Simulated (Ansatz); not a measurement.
# ScCu2: the change of energy above lowest point and pressure with volume scale

Free energy against uniform scaling of the volume at fixed shape and fractions; periodic cell, basis, potentials, k mesh and filling as listed. The results are calculated, by Ansatz 0.2.0.

The cell before it is scaled or strained (space group I4/mmm, No. 139):
```
cell vectors (Å)
  -1.6434     1.6434     4.1767
   1.6434    -1.6434     4.1767
   1.6434     1.6434    -4.1767
atoms (fractions of the cell vectors)
Sc  0.00000  0.00000  0.00000
Cu  0.67384  0.67384  0.00000
Cu  0.32615  0.32615  0.00000
```

Settings of every row: functional PBEsol; dispersion none; potentials PAW; wave cutoff 500 eV; density cutoff 2000 eV; k mesh 12x12x12; k shift 0x0x0; occupations gaussian; smearing width 0.1 eV; spin none.

Limits: coarse k mesh, up to 40 meV an atom off; the cell comes from a prototype or a list of computed structures and needn't be the stable phase.

```csv
row,volume scale,V (Å³/atom),energy above lowest point (meV/atom),pressure (GPa)
1,0.9406,14.147,3.5,3.18
2,0.9703,14.594,0,-0.59
3,1,15.04,6.2,-3.77
4,1.0297,15.487,?,?
5,1.0594,15.934,41.9,-8.74
```

Question: what energy above lowest point and pressure should row 4 give?

Worked fit of energy above lowest point. Take u = (V_r/V)^(2/3) − 1 with V_r = 14.817 Å³ an atom, which is twice the finite (Eulerian) strain; such expansions in the strain, on which the Birch-Murnaghan equation of state is built, carry the rest volume and the bulk modulus. The shown rows have u = 0.03133, 0.01016, -0.00991, -0.0473. Least squares give energy above lowest point = 2 − 307.7 × u + 11331 × u² meV/atom; a straight line predicts inner rows, each left out in turn, worse (root mean square 11 against 0.092 meV/atom). All shown rows lie on it to the printed digit. Its lowest point lies at u = 0.0136, or V = 14.52 Å³ an atom, and the curvature there gives the bulk modulus at fixed shape and fractions, B = (4/9)(1 + u)² E″(u)/V = 114 GPa. Letting shape and atoms relax would as a rule lower it, by much in layered, chain or molecular crystals. The withheld row has u = -0.02905, so the fit gives 2 − 307.7 × (-0.02905) + 11331 × (-0.02905)² = 20.5 meV/atom.

The calculation gave 20.6 meV/atom. The fit lies 0.1 meV/atom (0.24 % of the column's range) below it, one unit of the last digit.

Worked fit of pressure. Take u = (V_r/V)^(2/3) − 1 with V_r = 14.817 Å³ an atom, which is twice the finite (Eulerian) strain; such expansions in the strain, on which the Birch-Murnaghan equation of state is built, carry the rest volume and the bulk modulus. The shown rows have u = 0.03133, 0.01016, -0.00991, -0.0473. Least squares give pressure = −2.245 + 158.83 × u + 455.3 × u² GPa; a straight line predicts inner rows, each left out in turn, worse (root mean square 0.44 against 0.011 GPa). The rows lie off it by 0.00, -0.01, 0.00, 0.00. The pressure vanishes at u = 0.0136, or V = 14.52 Å³ an atom, and there the bulk modulus at fixed shape and fractions is B = −V dP/dV = (2/3)(1 + u) dP/du = 116 GPa. Letting shape and atoms relax would as a rule lower it, by much in layered, chain or molecular crystals. The withheld row has u = -0.02905, so the fit gives −2.245 + 158.83 × (-0.02905) + 455.3 × (-0.02905)² = -6.47 GPa.

The calculation gave -6.47 GPa. The fit meets it to the printed digit.
